The shielding of a thiol sulfur on the fluorine-containing aromatic carriers studied here can be estimated by hand to within 5 ppm. The rule has two constants: **take 500 ppm, and add 70 ppm if a fluorine sits on the ring carbon next to the one that carries sulfur.** That neighbouring position is called ortho. The rule holds for all five aromatic carriers and fails for both saturated ones. What it captures is how strongly a magnetic field mixes the orbitals at the sulfur atom.

PySCF 2.14.0, PBE0/pcSseg-1 with density fitting, non-relativistic, gas phase, at GFN2-xTB geometries. The molecules are thiols, an SH group on different carriers (SMILES, * marks the bond to sulfur); the marked atom is this sulfur. Shieldings are GIAO values, split into diamagnetic and paramagnetic parts as in the GIAO formula.

```tsv
carrier	formula	atoms on the carrying C	sum of bond angles at the marked atom (°)	torsion about that bond, heaviest neighbours (°)	isotropic shielding (ppm)	diamagnetic (ppm)	paramagnetic (ppm)	IAO charge of the marked atom (e)	HOMO-LUMO gap (eV)
*c1ccnnc1F	C4H3FN2S	C C	96	0	570.0	1054.5	-484.6	0.06	5.37
*c1cc(CC=C)ccc1F	C9H9FS	C C	96	1	574.7	1053.4	-478.8	0.02	5.86
*c1ccc(C(F)=C(F)F)cc1	C8H5F3S	C C	96	0	500.5	1053.0	-552.5	0.03	5.03
*c1ccc(C=C)cc1F	C8H7FS	C C	96	0	570.9	1052.9	-481.9	0.02	4.92
*c1cccc(F)c1C=C	C8H7FS	C C	95	0	500.2	1056.2	-556.0	0.02	5.20
*CC(F)F	C2H4F2S	C H H	96	53	660.9	1054.5	-393.7	-0.06	7.82
*C(F)(F)F	CHF3S	F F F	94	60	461.3	1054.0	-592.7	-0.03	7.98
```

### Reading a SMILES for the estimate

The column "atoms on the carrying C" shows two carbons for every aromatic row and so hides the difference that matters. The fluorine must be located in the SMILES in the first column. Three of the aromatic carriers have it ortho to sulfur, and their isotropic shieldings average 572 ppm. The other two carry their fluorine further away and both lie at 500 ppm.

Two rows make a good exercise because they are isomers, each with one vinyl group and one fluorine on a benzene ring. In `*c1ccc(C=C)cc1F` the last ring atom closes the ring back to the carbon that bears sulfur. The fluorine on it is therefore ortho, and the estimate is 500 + 70 = 570 ppm. The calculation gives 571 ppm.

In `*c1cccc(F)c1C=C` the last ring atom carries the vinyl group, and the fluorine sits one position further from sulfur. No ortho fluorine means no addition, so the estimate stays at 500 ppm, which is also the computed value. The same atoms in another arrangement thus change the sulfur shielding by about 70 ppm. A rule that only counted fluorine atoms in the molecule would miss this. The vinyl group moves too, from the position opposite sulfur to the one next to it, so the pair alone does not prove that fluorine is the cause; the other aromatic rows support that reading.

The two constants are rounded from a least-squares fit to the five aromatic rows, the two worked examples included. When each row in turn is left out and predicted from the other four, the typical error is 2.4 ppm, small beside the 70 ppm step. This shows that the five rows agree with one another. It is a modest basis for a rule, and the agreement is with calculated values, not with measured ones.

### Why the shielding changes at all

The shielding is the sum of two parts. The diamagnetic part comes from electrons circulating around the nucleus in the applied field, and most of it is due to the inner electrons of sulfur. Bonding barely touches these electrons, so this part stays within about 3 ppm over the whole table. The paramagnetic part is negative and varies by 199 ppm. Any useful rule for these thiols is therefore a rule for the paramagnetic part.

That part arises because the magnetic field mixes empty orbitals into the occupied ones. Near the sulfur nucleus the field acts like a small rotation: it turns a p orbital towards another p orbital at right angles to it. If all three p orbitals were completely filled, there would be no empty p orbital to turn into, and the effect would vanish. Bonds spoil this balance, because they leave antibonding orbitals that are empty and yet contain some sulfur p character.

Ramsey's formula for the paramagnetic part puts this picture into three conditions. A pair of one occupied and one empty orbital contributes strongly if their p parts on sulfur are perpendicular, if both have a large share on sulfur close to the nucleus, and if their energies are not far apart. The energy distance is only one of the three. A pair that fails the first condition contributes almost nothing, however close in energy it is.

### Why the gap is a poor guide

A popular shortcut keeps only the energy condition and uses the gap between the highest occupied and the lowest empty orbital, HOMO and LUMO. A small gap should then mean a large paramagnetic part and a low shielding. For aromatic thiols this shortcut has a flaw of symmetry. The S–H bond lies in the plane of the ring, and the frontier orbitals of such a molecule are normally π orbitals. On sulfur, both then contain the same p orbital, the one that stands upright on the plane.

A small rotation can mix this upright p orbital only with one that lies in the plane, so it cannot link two orbitals that both stand upright on sulfur. The HOMO–LUMO pair therefore hardly counts at sulfur. In the fluoropyridazine the HOMO may instead be a lone pair of the ring nitrogens, but such an orbital has little share on sulfur and so fails the second condition. The pairs that do count join an upright orbital with one in the plane, or two different directions within the plane. Examples are the upright lone pair of sulfur with the antibonding orbitals of the C–S and S–H bonds. This is an argument from theory, but it has a consequence that can be compared with the table: as long as the sulfur orbitals that do count keep their energies, a change in the gap should leave little trace in the shielding.

The three carriers with ortho fluorine are in line with this. Their gaps run from 4.9 to 5.9 eV, because the rings and the remote side groups differ, yet their shieldings agree within 5 ppm. What a distant vinyl or allyl group does to the frontier orbitals seems scarcely to reach the orbital pairs that matter at sulfur, which would explain why the rule can ignore such groups.

The shortcut also fails when it is tested as a formula. A paramagnetic part proportional to 1/gap, with one constant fitted to all seven rows, misses the CF₃ carrier by 234 ppm. For the two isomers it gets even the direction wrong. It makes the paramagnetic part of the ortho-fluorine isomer 31 ppm more negative than that of its partner, whereas the calculation makes it 74 ppm less negative.

The charge on sulfur is no better as a guide. It is tempting because a more positive atom holds its p electrons closer to the nucleus, which strengthens the paramagnetic part. Yet the two isomers have the same sulfur charge, 0.02 e, and differ by 70 ppm. A charge counts electrons on the atom; the shielding also depends on the direction of the orbitals they occupy and on the empty orbitals within reach.

### What the ortho fluorine does

The numbers settle where the 70 ppm come from: the paramagnetic part is weaker in every aromatic row with an ortho fluorine than in the two without. In the language of Ramsey's formula, the field mixes the perpendicular p orbitals of sulfur less effectively. An ortho substituent as such does not seem to be enough. The isomer with an ortho vinyl group has the same shielding as the carrier whose ortho positions hold only hydrogen.

How the fluorine weakens the mixing remains open, and two causes are plausible. It may act through the bonds, by changing the orbitals of the ring carbon that holds sulfur. It may also act through space, on sulfur or on the S–H bond, and this effect may depend on whether S–H points towards the fluorine. The direction of S–H alone cannot be the cause: in the carrier with only hydrogen at both ortho positions, the two planar directions are practically equivalent, and the shielding is still 500 ppm. In the fluoropyridazine, the first row of the table, the thiol hydrogen points towards the fluorine at a distance of 2.3 Å. The 70 ppm should therefore be read as the effect of the fluorine together with the shape that the molecule adopts, not as a property of fluorine alone.

This has a practical side. Each row describes one conformer, while a real thiol at room temperature can turn its S–H bond. The estimate applies to the planar form, and a sample that spends much of its time in other orientations may show a different average.

### Where the rule ends

The base value of 500 ppm belongs to sulfur on an aromatic ring. A saturated carrier has no ring π orbitals to take part in the mixing, and its S–H bond is staggered against the bonds of the carbon instead of lying in the plane of a ring. It needs a base value of its own. Applied regardless, the rule is 161 ppm too low for the CH₂CHF₂ carrier and 39 ppm too high for CF₃. The errors have opposite signs, so no single correction for "saturated" would repair both.

It is tempting to rescue the first of these by treating its two fluorines like ortho fluorines, since they too sit on the carbon next to the one that bears sulfur. The sum 500 + 2 × 70 = 640 ppm comes within 21 ppm of the computed value. But the starting value still belongs to an aromatic ring, and a single row cannot tell a real regularity from a coincidence. The count should not be carried over to other saturated thiols on this evidence.

The two saturated carriers suggest that the position of fluorine matters here as well, although they also differ in the number of fluorines and in the carbon chain. In CF₃ the fluorines sit on the very carbon that holds sulfur, and the paramagnetic part is −593 ppm. In CH₂CHF₂ they sit one carbon further away, and it is only −394 ppm. The gaps of the two molecules are nearly equal, so the gap does not explain the difference.

A possible cause lies in the share condition of Ramsey's formula. Three fluorines make the carbon attract electrons more strongly, which draws the bonding C–S orbital towards carbon. The empty antibonding partner then shifts towards sulfur, where the lone pairs can mix with it more strongly. This is a conjecture. The pattern itself has a parallel in fluorine NMR: a fluorine nucleus also loses shielding when more fluorines gather on its carbon, and gains shielding from a fluorine ortho to it on a benzene ring.

For a new thiol, the first question is therefore whether sulfur sits on an aromatic ring with S–H in the plane, and the second is whether one ortho position holds fluorine. If the first answer is no, the rule should not be used. Some aromatic rings were not tested either: five-membered rings, rings with a nitrogen next to the carbon that holds sulfur, and rings with two ortho fluorines or with other strongly polar groups next to sulfur. Within these limits, the difference between two thiols is safer than either absolute value. The calculation is non-relativistic and uses a small basis set, and part of the resulting error is common to similar molecules and cancels. On the scale of chemical shifts the order is reversed, because higher shielding means a lower shift: the thiol with the ortho fluorine should lie about 70 ppm lower. Sulfur-33 signals of thiols are usually so broad, however, that such a difference is hard to measure.
